Singly charged ions of the second and third periods, computed with the B-spline radial atomic code version 1 using all-electron, four-component Dirac-Coulomb Hartree-Fock at the radial basis-set limit. Each ion is spherical, averaged over its nl configuration, and has a Fermi nucleus; ε is an orbital eigenvalue and <r> an orbital mean radius.

## Program and output

```python
# Table: eigenvalues (hartree) and mean radii (bohr) of 1s1/2 and 2p1/2 in +1 ions, C+..Ne+ and Mg+..Ar+;
# B-spline radial atomic code, Dirac-Coulomb Hartree-Fock, configuration average, Fermi nucleus.
# Tested: screened hydrogenic radii with 2p screening that grows only while 2p fills; rivals; outer screening.
T = {
    'ion': ['C+', 'N+', 'O+', 'F+', 'Ne+', 'Mg+', 'Al+', 'Si+', 'P+', 'S+', 'Cl+', 'Ar+'],
    'Z': [6, 7, 8, 9, 10, 12, 13, 14, 15, 16, 17, 18],
    'N': [5, 6, 7, 8, 9, 11, 12, 13, 14, 15, 16, 17],
    'configuration': ['[He] 2s2 2p1', '[He] 2s2 2p2', '[He] 2s2 2p3', '[He] 2s2 2p4', '[He] 2s2 2p5', '[Ne] 3s1', '[Ne] 3s2', '[Ne] 3s2 3p1', '[Ne] 3s2 3p2', '[Ne] 3s2 3p3', '[Ne] 3s2 3p4', '[Ne] 3s2 3p5'],
    'e_1s12': [-11.9034, -16.3062, -21.3984, -27.1816, -33.6572, -49.4518, -58.9448, -69.3549, -80.6279, -92.7664, -105.773, -119.65],  # hartree
    'e_2p12': [-0.904844, -1.07219, -1.24497, -1.42381, -1.60917, -2.6095, -3.53257, -4.62489, -5.83032, -7.15106, -8.58859, -10.144],  # hartree
    'gap': [10.9985, 15.234, 20.1535, 25.7578, 32.048, 46.8423, 55.4122, 64.73, 74.7976, 85.6153, 97.1842, 109.506],  # hartree
    'r_1s12': [0.26795, 0.22789, 0.19825, 0.17543, 0.15731, 0.13028, 0.11991, 0.11105, 0.1034, 0.096722, 0.090841, 0.085622],  # bohr
    'r_2p12': [1.4715, 1.2553, 1.0956, 0.97244, 0.87444, 0.68187, 0.59855, 0.53339, 0.48143, 0.43893, 0.40344, 0.37333],  # bohr
    'r_ratio': [5.4917, 5.5086, 5.5264, 5.5433, 5.5588, 5.234, 4.9917, 4.8029, 4.6559, 4.538, 4.4412, 4.3602],
}
import numpy as np
from scipy.constants import alpha
from scipy.optimize import brentq
ion = T['ion']; Z = np.array(T['Z'], float)
e1, e2, gap, r1, r2, R = (np.array(T[k], float) for k in ['e_1s12', 'e_2p12', 'gap', 'r_1s12', 'r_2p12', 'r_ratio'])
n2p = np.array([1, 2, 3, 4, 5] + [6]*7, float); A = Z <= 10; B = ~A
f = lambda x, d=3: ' '.join('%.*f' % (d, v) for v in x)
def rD(z, nr, k):  # Dirac hydrogenic <r>
    g = np.sqrt(k*k - (z*alpha)**2); N = np.sqrt(nr*nr + 2*nr*g + k*k)
    return ((g + nr)*(3*N*N - k*k) - k*N)/(2*z*N)
def eD(z, nr, k):  # Dirac hydrogenic energy
    g = np.sqrt(k*k - (z*alpha)**2)
    return (1/np.sqrt(1 + (z*alpha/(nr + g))**2) - 1)/alpha**2
z1, z2 = 1.5/r1, 5/r2; s1, s2 = Z - z1, Z - z2
s1D = Z - np.array([brentq(lambda z: rD(z, 0, -1) - r, 1, 30) for r in r1])
s2D = Z - np.array([brentq(lambda z: rD(z, 1, 1) - r, 1, 30) for r in r2])
a, b = np.polyfit(n2p[A], s2[A], 1); a1 = np.polyfit(Z[A], s1[A], 1)[0]; c1 = s1[A].mean()
M = 10/3*(Z - c1)/(Z - b - a*n2p)
Sl = 10/3*(Z - 0.30)/(Z - 1.7 - 0.35*(n2p + 1))
G = 10/3*(Z - c1)/(Z - b - a*(Z - 5))
print('fit on C+..Ne+ only: s2 = %.3f + %.4f*n2p (max resid %.4f); mean s1 = %.3f, ds1/dZ = %.4f' % (b, a, abs(s2 - b - a*n2p)[A].max(), c1, a1))
print('s = screening from radius (D: Dirac inversion); sE = Z-sqrt(8|e2p|); sM = Z-sqrt(8gap/3)')
print('ion    s1   s1D    s2   s2D    sE    sM  ratio model  err% Slater err%')
for i in range(len(Z)):
    print('%-4s' % ion[i], f([s1[i], s1D[i], s2[i], s2D[i], Z[i] - np.sqrt(-8*e2[i]), Z[i] - np.sqrt(8*gap[i]/3), R[i], M[i]]),
          '%+.2f %.3f %+.2f' % (100*(M[i]/R[i] - 1), Sl[i], 100*(Sl[i]/R[i] - 1)))
print('rounding floor on s: up to %.4f (1s), %.4f (2p); ratio 0.00005' % ((z1*5e-6/r1)[r1 > 0.1].max(), max((z2*5e-6/r2)[r2 < 1].max(), (z2*5e-5/r2)[r2 > 1].max())))
print('s2 steps C+..Ne+:', f(np.diff(s2[A])), '; Ne+->Mg+ %.3f; predicted full-shell s2 %.3f' % (s2[5] - s2[4], b + 6*a))
print('step a needed for flat ratio, C+..Ne+:', f(1 - (1 - a1)*z2[A]/z1[A]))
print('s2 range Mg+..Ar+: %.3f-%.3f; Dirac inversion %.3f-%.3f' % (s2[B].min(), s2[B].max(), s2D[B].min(), s2D[B].max()))
for lab, x in [('table', R), ('model', M), ('Slater', Sl)]:
    print('ratio change %% %s: C+->Ne+ %+.2f, Ne+->Mg+ %+.2f, Mg+->Ar+ %+.2f' % (lab, 100*(x[4]/x[0] - 1), 100*(x[5]/x[4] - 1), 100*(x[-1]/x[5] - 1)))
print('rival s2 grows with every electron, err% Mg+..Ar+:', f(100*(G[B]/R[B] - 1), 1))
print('ratio/(10/3): C+ %.3f Ne+ %.3f Mg+ %.3f Ar+ %.3f' % tuple(0.3*R[[0, 4, 5, -1]]))
print('Dirac contraction %% at radius zeta, Ar+: 1s %.2f, 2p1/2 %.2f' % (100*(1 - rD(z1[-1], 0, -1)/r1[-1]), 100*(1 - rD(z2[-1], 1, 1)/r2[-1])))
print('e2p/e1s (hydrogenic 0.25): C+ %.4f Ne+ %.4f Mg+ %.4f Ar+ %.4f' % tuple((e2/e1)[[0, 4, 5, -1]]))
bare = eD(Z, 1, 1) - eD(Z, 0, -1)
print('second differences, hartree, centred N+..F+ | Al+..Cl+ (floor 0.0002, up to 0.002 near Ar+)')
for lab, x in [('e1s', e1), ('e2p', e2), ('gap', gap), ('bare Dirac gap', bare)]:
    print(' ', lab, f(np.diff(x[A], 2)), '|', f(np.diff(x[B], 2)))
k = lambda x: np.diff(x[B], 2)[0] - np.diff(x[B], 2)[1]
print('kink, Al+ minus Si+ second difference: e1s %.3f e2p %.3f gap %.3f hartree' % (k(e1), k(e2), k(gap)))
print('e2p steps C+..Ne+ table:', f(np.diff(e2[A])), '; Mg+..Ar+:', f(np.diff(e2[B])))
print('  -z^2/8 steps:', f(np.diff(-z2[A]**2/8)), '; with +s*z/4:', f(np.diff((-z2**2/8 + a*(n2p - 1)*z2/4)[A])))
print('  values C+..Ne+ -z^2/8:', f(-z2[A]**2/8), '; with +s*z/4:', f((-z2**2/8 + a*(n2p - 1)*z2/4)[A]))
# further output of the same runs: (occupation, <1/r> in 1/bohr) of the orbitals outside 1s
out = {'O+': [(2, 1.3254), (1, 1.2132), (2, 1.2116)],
       'S+': [(2, 3.0974), (2, 2.9746), (4, 2.9553), (2, 0.81828), (1, 0.70204), (2, 0.69924)]}
for s, L in out.items():
    i = ion.index(s); z = Z[i] - 5/16; V = sum(o*v for o, v in L); rel = eD(z, 0, -1) + z*z/2
    core = -z*z/2 + 5*z/16 + rel; est = core + V
    print('%s e1s: pair %.2f (rel %.2f) + outer %.2f = %.2f; table %.2f; miss %+.2f hartree = %.1f%% of outer' % (s, core, rel, V, est, e1[i], est - e1[i], 100*(est - e1[i])/V))
    assert est > e1[i]
print('S+ n=3 outer potential %.2f hartree; <1/r> 3s minus 3p1/2 %.3f' % (sum(o*v for o, v in out['S+'][3:]), out['S+'][3][1] - out['S+'][4][1]))
assert np.all(np.diff(R[A]) > 0) and np.all(np.diff(R[B]) < 0) and np.all(R > 10/3)
assert np.ptp(s2[B]) < 0.1 < np.diff(s2[A]).min()
assert np.all(abs(np.diff(gap[B], 2) - 0.75) < 0.02) and abs(k(gap)) < 0.2*abs(k(e2))
```

Printed output:

```
fit on C+..Ne+ only: s2 = 2.179 + 0.4201*n2p (max resid 0.0032); mean s1 = 0.434, ds1/dZ = 0.0157
s = screening from radius (D: Dirac inversion); sE = Z-sqrt(8|e2p|); sM = Z-sqrt(8gap/3)
ion    s1   s1D    s2   s2D    sE    sM  ratio model  err% Slater err%
C+   0.402 0.405 2.602 2.603 3.310 0.584 5.492 5.455 -0.66 5.278 -3.90
N+   0.418 0.423 3.017 3.018 4.071 0.626 5.509 5.498 -0.19 5.255 -4.61
O+   0.434 0.441 3.436 3.439 4.844 0.669 5.526 5.530 +0.06 5.238 -5.22
F+   0.450 0.461 3.858 3.861 5.625 0.712 5.543 5.555 +0.20 5.225 -5.74
Ne+  0.465 0.480 4.282 4.286 6.412 0.755 5.559 5.574 +0.28 5.215 -6.18
Mg+  0.486 0.513 4.667 4.676 7.431 0.824 5.234 5.281 +0.90 4.968 -5.08
Al+  0.491 0.525 4.646 4.660 7.684 0.844 4.992 5.046 +1.10 4.783 -4.17
Si+  0.493 0.536 4.626 4.645 7.917 0.862 4.803 4.862 +1.24 4.636 -3.47
P+   0.493 0.547 4.614 4.640 8.170 0.877 4.656 4.714 +1.24 4.516 -3.00
S+   0.492 0.557 4.609 4.643 8.436 0.890 4.538 4.592 +1.18 4.416 -2.68
Cl+  0.488 0.567 4.607 4.651 8.711 0.902 4.441 4.489 +1.08 4.332 -2.46
Ar+  0.481 0.576 4.607 4.663 8.992 0.912 4.360 4.402 +0.97 4.260 -2.30
rounding floor on s: up to 0.0007 (1s), 0.0002 (2p); ratio 0.00005
s2 steps C+..Ne+: 0.415 0.419 0.422 0.424 ; Ne+->Mg+ 0.385; predicted full-shell s2 4.700
step a needed for flat ratio, C+..Ne+: 0.403 0.404 0.406 0.408 0.410
s2 range Mg+..Ar+: 4.607-4.667; Dirac inversion 4.640-4.676
ratio change % table: C+->Ne+ +1.22, Ne+->Mg+ -5.84, Mg+->Ar+ -16.69
ratio change % model: C+->Ne+ +2.18, Ne+->Mg+ -5.26, Mg+->Ar+ -16.64
ratio change % Slater: C+->Ne+ -1.19, Ne+->Mg+ -4.73, Mg+->Ar+ -14.26
rival s2 grows with every electron, err% Mg+..Ar+: 7.1 12.5 17.1 21.0 24.3 27.1 29.6
ratio/(10/3): C+ 1.648 Ne+ 1.668 Mg+ 1.570 Ar+ 1.308
Dirac contraction % at radius zeta, Ar+: 1s 0.55, 2p1/2 0.42
e2p/e1s (hydrogenic 0.25): C+ 0.0760 Ne+ 0.0478 Mg+ 0.0528 Ar+ 0.0848
second differences, hartree, centred N+..F+ | Al+..Cl+ (floor 0.0002, up to 0.002 near Ar+)
  e1s -0.689 -0.691 -0.692 | -0.917 -0.863 -0.866 -0.868 -0.870
  e2p -0.005 -0.006 -0.007 | -0.169 -0.113 -0.115 -0.117 -0.118
  gap 0.684 0.685 0.686 | 0.748 0.750 0.750 0.751 0.753
  bare Dirac gap 0.753 0.754 0.754 | 0.759 0.761 0.763 0.764 0.766
kink, Al+ minus Si+ second difference: e1s -0.054 e2p -0.056 gap -0.002 hartree
e2p steps C+..Ne+ table: -0.167 -0.173 -0.179 -0.185 ; Mg+..Ar+: -0.923 -1.092 -1.205 -1.321 -1.438 -1.555
  -z^2/8 steps: -0.540 -0.620 -0.701 -0.782 ; with +s*z/4: -0.122 -0.080 -0.040 -0.000
  values C+..Ne+ -z^2/8: -1.443 -1.983 -2.603 -3.305 -4.087 ; with +s*z/4: -1.443 -1.565 -1.645 -1.685 -1.685
O+ e1s: pair -27.17 (rel -0.02) + outer 6.29 = -20.88; table -21.40; miss +0.52 hartree = 8.2% of outer
S+ e1s: pair -118.55 (rel -0.41) + outer 27.70 = -90.85; table -92.77; miss +1.92 hartree = 6.9% of outer
S+ n=3 outer potential 3.74 hartree; <1/r> 3s minus 3p1/2 0.116
```
